# The square-root plasmon from three angular modes

*Seminar on the random-phase approximation (RPA), written out with questions*

Three numbers on the Fermi circle, namely density, current and shear stress, fix the long-wavelength plasmon of a two-dimensional electron gas. I will solve that $3\times3$ problem and then compare it with the full RPA. Units are Gaussian, $T=0$, the band is parabolic with mass $m$ and twofold spin degeneracy, and the sheet has zero thickness in a uniform dielectric $\kappa$. Then $k_F=\sqrt{2\pi n}$, $v_F=\hbar k_F/m$, the density of states is $N_0=m/\pi\hbar^2$, and $a_B=\kappa\hbar^2/me^2$.

## The interaction

The potential $e^2/\kappa r$ has the in-plane transform $v_q=2\pi e^2/\kappa q$. A metal gate at distance $d$ adds an opposite image charge at distance $2d$, and $e^2/\kappa\sqrt{r^2+4d^2}$ transforms to $v_q e^{-2qd}$. The dimensionless coupling $g$, equal to $N_0$ times the interaction, is

$$g=\frac{2}{qa_B}\ \ \text{(buried sheet)},\qquad g=\frac{2}{qa_B}\left(1-e^{-2qd}\right)\ \ \text{(gated)}.$$

## The model

For $q\ll k_F$ the RPA is the collisionless kinetic equation in the Hartree field. Write $\delta f=(-\partial f/\partial\varepsilon)\,u(\theta)$, with $\theta$ the angle between $\mathbf k$ and $\mathbf q$. The density is $\delta n=N_0u_0$, where $u_0$ is the angular average of $u$, so the Hartree energy is $gu_0$. With $s=\omega/v_Fq$,

$$s\,u(\theta)=\cos\theta\,\left[u(\theta)+g\,u_0\right].$$

Expand $u=u_0+\sqrt2\sum_{l\ge1}u_l\cos l\theta$ in functions orthonormal under the angular average. Multiplying by $\cos\theta$ couples $l$ to $l\pm1$, with element $1/\sqrt2$ between 0 and 1 and $1/2$ higher up. Keep $l=0,1,2$:

$$s\begin{pmatrix}u_0\\u_1\\u_2\end{pmatrix}=\begin{pmatrix}0&\frac1{\sqrt2}&0\\ \frac{1+g}{\sqrt2}&0&\frac12\\ 0&\frac12&0\end{pmatrix}\begin{pmatrix}u_0\\u_1\\u_2\end{pmatrix}.$$

The outer rows give $u_0=u_1/\sqrt2s$ and $u_2=u_1/2s$. The middle row then gives

$$s^2=\frac{1+g}{2}+\frac14=\frac g2+\frac34 .$$

The third root, $s=0$, is what remains of the particle-hole continuum. Since $n=N_0mv_F^2/2$, the term $gv_F^2q^2/2$ equals $nq^2/m$ times the interaction. For the buried sheet the model yields, with no further expansion,

$$\omega^2=\frac{2\pi ne^2q}{\kappa m}+\frac34v_F^2q^2 .$$

The first term dominates at small $q$, so $\omega\propto\sqrt q$. In three dimensions $v_q\propto q^{-2}$ cancels the $q^2$ and leaves a gap. A charge wave on a sheet has field lines that spread out of the plane over a distance $1/q$, which weakens the restoring force and closes the gap.

**Question.** *Would two modes not do?*

They give the square root, but $s^2=g/2+1/2$. That is hydrodynamics, where collisions relax $u_2$ within a period and only the compressibility survives. The extra $1/4$ is the elastic cost of shearing the Fermi circle. Three is the smallest number of modes that gives $3/4$.

## The general statement

Keep all harmonics. For $l\ge2$ the rows read $su_l=(u_{l-1}+u_{l+1})/2$. For $s>1$ the decaying solution has $u_{l+1}/u_l=\lambda=s-\sqrt{s^2-1}$ for all $l\ge1$. The middle row becomes $s^2=(1+g)/2+s\lambda/2$, that is $s\sqrt{s^2-1}=1+g-s^2$. Squaring,

$$s^2=\frac{(1+g)^2}{1+2g}=\frac g2+\frac34+\frac{1}{4(1+2g)} .$$

The model replaced $\lambda$ by its large-$s$ form $1/2s$, and the last term is all that it lost. For the buried sheet that term adds about $v_F^2a_Bq^3/16$ to $\omega^2$, one order beyond those kept.

**Question.** *And the quantum recoil at finite $q/k_F$?*

Stern's polarizability (1967) includes it. With $a=q/2k_F$ and $s>1+a$,

$$\frac{\chi_0}{N_0}=-1+\frac{P-M}{2a},\qquad P=\sqrt{(s+a)^2-1},\quad M=\sqrt{(s-a)^2-1}.$$

The plasmon condition $g\chi_0/N_0=1$ reads $P-M=2aB$ with $B=1+1/g$. Because $P^2-M^2=4sa$, we have $P+M=2s/B$ and $P=s/B+aB$. Squaring gives the full RPA root,

$$s^2=\frac{(1+g)^2}{1+2g}+a^2B^2,$$

valid while $M=s/B-aB\ge0$.

## The gate

For $qd\ll1$ the coupling saturates at $g=4d/a_B$, so $s$ is constant and the mode is acoustic. The model gives $s^2=2d/a_B+3/4$. When also $d\gg a_B$ the first term wins, and

$$\omega=q\sqrt{\frac{4\pi ne^2d}{\kappa m}}\qquad(a_B\ll d\ll1/q).$$

Both inequalities are needed. For $qd\gg1$ the gate is invisible and the square root returns.

**Question.** *What if the gate is very close?*

Then the model fails. It puts $s$ below 1, inside the continuum, once $g<1/2$, that is $d<a_B/8$. The result with all harmonics has $s^2-1=g^2/(1+2g)>0$, so at small $q$ the mode approaches $v_Fq$ from above and stays free of Landau damping.

## Numbers for a GaAs/AlGaAs heterojunction

The density is $n=3\times10^{11}$ cm$^{-2}$, and a grating of period 1 µm selects $q=6.283\times10^4$ cm$^{-1}$. I use two compiled GaAs values, $m=0.067\,m_e$ (Vurgaftman 2001) and $\kappa=12.87$ (Rakita 2019, at 300 K). I assume the same $\kappa$ in the barrier and an assumed gate distance $d=50$ nm. Then $k_F=1.373\times10^6$ cm$^{-1}$, $v_F=2.372\times10^7$ cm/s, $E_F=10.72$ meV, $a_B=10.16$ nm and $r_s=1/(a_B\sqrt{\pi n})=1.01$. Also $q/k_F=0.0458$, and $v_Fq/2\pi c=7.913$ cm$^{-1}$ converts $s$ to a wavenumber.

| $\omega/2\pi c$ (cm$^{-1}$) | buried, $g=31.31$ | gated, $g=14.61$ |
|---|---|---|
| $s^2=g/2$ | 31.31 | 21.39 |
| two modes | 31.81 | 22.11 |
| three modes | 32.05 | 22.46 |
| full RPA | 32.06 | 22.47 |

The second decimals serve only to compare levels of one idealised sheet. The $3/4$ term raises the frequency by 2.4 % and 5.0 %. The higher harmonics add 0.0039 and 0.0083 to $s^2$, and recoil adds 0.0006 in both columns. The buried three-mode value is 3.97 meV, or 0.96 THz.

This grating does not reach the acoustic regime. Here $qd=0.314$ and $1-e^{-2qd}=0.467$ rather than $2qd=0.628$. The linear formula gives 24.8 cm$^{-1}$, which is 16 % above the entry 21.39 that it approximates. As $q\to0$ the coupling is $g=19.68$, and the sound velocity in units of $v_F$ is 3.137 from the linear formula, 3.254 from three modes and 3.255 from all harmonics.

**Question.** *Why the static dielectric constant?*

The mode lies far below the optical phonons, compiled as TO 271 and LO 293 cm$^{-1}$ (Han 2011). The lattice factor $(1-\omega^2/\omega_{LO}^2)/(1-\omega^2/\omega_{TO}^2)$ raises $\kappa$ by 0.2 % at 32 cm$^{-1}$. Retardation enters through the square of $\sqrt\kappa\,\omega/cq=0.011$ and is negligible.

**Question.** *Could one see the $3/4$ in such a sample?*

Not by itself, because two neglected terms are of the same order in $q$. First, thickness. The subband form factor is $\langle e^{-q|z-z'|}\rangle\approx1-qw$, with $w$ the mean separation of two electrons across the layer. For the buried sheet it shifts $s^2$ by $-(g/2)qw=-w/a_B$. An assumed $w=7$ nm, typical of a triangular well at this density, gives $-0.69$, which nearly cancels 0.75.

Second, exchange and correlation. In Landau theory each harmonic carries a factor $1+F_l$, with $m^*/m=1+F_1$ in this convention, and the Coulomb coupling becomes $(1+F_1)g$. With $s$ still defined by the band velocity, the same matrix gives

$$s^2=\frac g2+\frac{1+F_0}{2(1+F_1)}+\frac{1+F_2}{4(1+F_1)} .$$

The $g/2$ is untouched. The second term is $K_0/2K$, where $K$ is the compressibility and $K_0$ its free value. The exchange energy per electron, $-4e^2k_F/3\pi\kappa$, gives $K_0/K=1-\sqrt2r_s/\pi$, a shift of $-0.23$ in $s^2$. That sizes one channel only, since the shear term changes as well. The coefficient $3/4$ is exact for the RPA of a strict sheet, while the leading term survives both corrections.

**Question.** *Which column describes the grating sample?*

Neither alone. The junction lies near a surface. Where no metal covers it, vacuum at distance $d$ gives an image of the same sign, and $v_q$ is multiplied by $1+\frac{\kappa-1}{\kappa+1}e^{-2qd}=1.457$. Then $g=45.6$ and three modes give 38.4 cm$^{-1}$. A grating of metal stripes alternates covered and open regions, so its fundamental resonance is expected between the model's limits of about 22 and 38 cm$^{-1}$, at a position set by the filling fraction. A few tens of cm$^{-1}$ is also the typical range of grating-coupled plasmons in such heterojunctions. The electrostatic surroundings move the mode by tens of per cent and the Fermi-surface terms by a few.